Q: Triethylamine-borane has three ethyl groups on nitrogen, and each can turn into three staggered positions. Why don't I find a crowd of conformers at room temperature?

A: Because most combinations push two methyl groups into the same space. That costs 2 to 3 kcal/mol, which at room temperature thins out a shape by a factor of some tens. Having a mirror image, by contrast, only doubles its share. So the crowded shapes nearly vanish, while small energy differences and the number of equivalent arrangements decide how the others share the molecules.

Calculated values. Triethylamine-borane conformers without solvent: PBE0-D3(BJ)/6-31G(d) energies (PySCF 2.14.0) on GFN2-xTB geometries (tblite 0.8.0). Free energies and weights at 298.15 K include GFN2-xTB quasi-harmonic terms, symmetry and mirror images; one of each mirror pair is shown, its weight covering both. Torsions (SMILES numbering): C5-N2-C3-C4, C3-N2-C5-C6, C3-N2-C7-C8.

| number | torsions in degrees | point group | mirror pair | GFN2-xTB energy above its lowest (kcal/mol) | DFT energy above the lowest (kcal/mol) | free energy above the lowest (kcal/mol) | weight (%) | dipole (D) |
| --- | --- | --- | --- | --- | --- | --- | --- | --- |
| 1 | (63,173,-61) | C1 | yes | 0.000 | 0.350 | 0.000 | 47.40 | 4.820 |
| 2 | (174,-174,60) | Cs | no | 0.120 | 0.000 | 0.060 | 43.10 | 4.840 |
| 3 | (175,57,175) | C3 | yes | 0.480 | 0.660 | 1.020 | 8.40 | 4.580 |
| 4 | (87,-63,-176) | C1 | yes | 1.510 | 2.710 | 2.660 | 0.50 | 4.990 |
| 5 | (64,-84,-171) | C1 | yes | 1.950 | 2.930 | 2.670 | 0.50 | 4.980 |

Q: How do I see which combinations are crowded?

A: Picture nitrogen at the centre of a tetrahedron, with boron and the three CH₂ carbons at its corners. A staggered methyl group sits over one of the three faces that contain its own carbon. If two methyls sit over the same face, they meet in what chemists call a syn-pentane clash. Good shapes therefore put three methyls over three different faces and leave the fourth empty.

Q: How many good shapes does that leave?

A: Number the ethyl groups, and 27 combinations shrink to 11. Suppose first that the face made of three carbons is empty. All methyls then sit beside boron and follow each other round like propeller blades, left- or right-handed. That is row 3, with a threefold axis (C3) and two arrangements.

Now leave empty a face beside boron, say the one between ethyls 1 and 2. One methyl must then sit behind nitrogen, over the all-carbon face. If it belongs to ethyl 3, the other two are mirror images of each other, and the molecule has a mirror plane (Cs, row 2). If it belongs to ethyl 1 or 2, the shape has no symmetry (C1), and the two choices are mirror images (row 1). With three faces to leave empty, row 2 has three arrangements and row 1 has six.

Q: Then what are rows 4 and 5?

A: They break the rule. Their first two torsions, which run through the same two ethyl groups, have opposite signs and are both far from 180°, the mark of the clash. One of the two angles has opened from about 60° to 87° in row 4 and to 84° in size in row 5, as if the methyls were pushing each other apart. On average these rows lie 2.5 kcal/mol above the first three in DFT energy. The standard reading is repulsion between the methyls, although the table gives only the total energy.

Q: Row 2 has the lowest DFT energy. Why does row 1 have the larger weight?

A: Because row 1 stands for two mirror-image molecules. The simple model takes each weight as proportional to $g\,e^{-E/RT}$, where $E$ is the DFT energy above the lowest, $g$ the number of arrangements, and $RT$ = 0.593 kcal/mol at 298 K. Row 1 has twice the $g$ of row 2 and lies 0.35 kcal/mol higher, so the ratio of their weights is $2\,e^{-0.35/0.593} \approx 1.1$. The table's weights, 47.4 and 43.1 %, give the same ratio. Each mirror image of row 1 alone holds only about 24 %, so the commonest single structure is still row 2.

Q: And row 3? Its energy isn't much higher.

A: Its symmetry works against it. Turning the propeller by a third of a circle gives the same arrangement again, so it has two arrangements where row 1 has six. Energy alone would give it about 17 % of the molecules; with the counting this falls to about 9 %, close to the 8.4 % in the table.

Q: So the model is confirmed?

A: Not as a test of nature, because symmetry and mirror images are already counted in the table's free energies. What it shows is that energy and counting nearly suffice, with no fitted constant: all five weights come out within one percentage point. The other thermal terms, left out here, matter most in proportion in row 4, which gets 0.9 % instead of 0.5 %. The printed analysis after this text gives the comparison row by row.

Q: Can I rely on row 1 being the most populated?

A: Not firmly. Its lead over row 2 is only 0.06 kcal/mol in free energy, while the energy gap between the two rows changes by 0.47 kcal/mol from one method to the other. Here the change happens to favour row 1: GFN2-xTB puts it below row 2 in energy, and the same counting then gives about 60 and 24 %. Another method could reverse the order. The clash survives the change of method, but it shrinks to 1.5 kcal/mol. The DFT value may be somewhat too high, since the structures were not relaxed with DFT.

Q: Could the search have overlooked an important shape?

A: The table isn't the full set: relaxation with GFN2-xTB left eight different structures, of which five were kept. At least one shape from the force-field search also disappeared on the way. But rows 1 to 3 already account for all 11 arrangements without a shared face. Any further staggered shape would have to put two methyls over one face, and would probably be as rare as rows 4 and 5.

Numerical output:

```
RT at 298.15 K, kcal/mol: 0.5925
RT ln 2 (mirror pair), kcal/mol: 0.4107
RT ln 3 (threefold axis), kcal/mol: 0.6509
all staggered patterns of three ethyl groups: 27
patterns with no shared face, counted by hand (2 + 3 times 3): 11
places covered by rows 1 to 3: 11
weights in %:
  row  places  DFT energy alone  DFT energy and places  GFN2-xTB energy and places  table  table per place
    1       6             29.16                  46.91                       59.81   47.4              7.9
    2       3             52.64                  42.35                       24.42   43.1            14.37
    3       2             17.28                  9.267                       8.868    8.4              4.2
    4       6            0.5431                 0.8738                       4.677    0.5          0.08333
    5       6            0.3747                 0.6027                       2.225    0.5          0.08333
free energy in kcal/mol above row 1:
  row  DFT energy and places  table  remainder from thermal terms
    1                      0      0                             0
    2                0.06068   0.06                    -0.0006793
    3                 0.9609   1.02                       0.05909
    4                   2.36   2.66                           0.3
    5                   2.58   2.67                          0.09
weight of rows 1 to 3 together, %: 98.9
weight of each mirror image of row 1, %: 23.7
mean DFT energy of clash rows above mean of rows 1 to 3, kcal/mol: 2.483
same difference in GFN2-xTB, kcal/mol: 1.53
Boltzmann factor for the DFT difference, one part in: 66.11
row 1 less row 2 in DFT, kcal/mol: 0.35
row 1 less row 2 in GFN2-xTB, kcal/mol: -0.12
change of this gap between the two methods, kcal/mol: 0.47
factor in a weight ratio from an error of 0.3 kcal/mol: 1.659
spread of the dipoles, D: 0.41
spread of the dipoles as % of their mean: 8.468
```
